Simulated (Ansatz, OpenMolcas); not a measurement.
**SiH2O2F2 (SMILES O[Si](O)(F)F): methods side by side**

SiH2O2F2 has 7 atoms, charge 0, and is taken as a singlet. SMILES: `O[Si](O)(F)F`. Geometry: relaxed at PBE0-D4/def2-TZVP. This is one conformer, not always the lowest.

```
atom    x (Å)    y (Å)    z (Å)
   O  -1.1230   0.4438   0.8905
  Si  -0.0111  -0.0181  -0.1773
   O   1.3212  -0.3866   0.6467
   F  -0.4835  -1.2627  -1.0336
   F   0.2380   1.1318  -1.2361
   H  -1.8293   1.0223   0.6022
   H   1.9489  -0.9985   0.2620
```

Quantity: the energy change with the O1–H6 bond stretched from 0.957 to 1.245 Å, in eV. The values are calculated.

| level | kind | program | value (eV) | CPU time (all runs) |
| --- | --- | --- | --- | --- |
| SVWN5/def2-SVP (restricted) | LDA | OpenMolcas | 1.08 | 21 s |
| revPBE/def2-SVP (restricted) | GGA | Ansatz | 1.07 | 5.3 s |
| TPSS/def2-SVP (restricted) | meta-GGA | OpenMolcas | 1.08 | 41 s |
| r2SCAN/def2-SVP (restricted) | meta-GGA | OpenMolcas | 1.19 | 37 s |
| M06-2X/def2-SVP (restricted) | hybrid meta-GGA | OpenMolcas | 1.24 | 35 s |
| CAM-B3LYP/def2-SVP (restricted) | range-separated hybrid | Ansatz | 1.21 | 7.8 s |
| HSE06/def2-SVP (restricted) | range-separated hybrid | Ansatz | 1.23 | 7.7 s |
| B2PLYP/def2-SVP (restricted) | double hybrid | OpenMolcas | 1.21 | 24 s |

The first shape isn't each level's own minimum. The values span 1.07 to 1.24 eV. CPU times are rough (shared hosts, several kinds of processor and program).

Stretching the O–H bond to 1.245 Å costs just over 1 eV at every level. The cost arises because the overlap between the hydrogen 1s orbital and the oxygen σ hybrid shrinks while the electron pair remains shared. This is still well short of dissociation, so a closed-shell description is reasonable, and the values reflect the stiffness and anharmonicity of the well rather than the bond dissociation energy.

The levels fall into two groups. SVWN5, revPBE and TPSS lie at 1.07 to 1.08 eV, while r2SCAN and all the functionals with exact exchange lie between 1.19 and 1.24 eV. The lower group probably favours a softer, slightly longer O–H bond. Exact exchange is not essential for the higher resistance, since r2SCAN contains none, and the meta-GGA form alone does not secure it, as TPSS shows. LDA's familiar overbinding of molecules does not appear as a stiffer stretch here. Without a high-level correlated reference, the clustering of the upper group shows consistency, not accuracy.
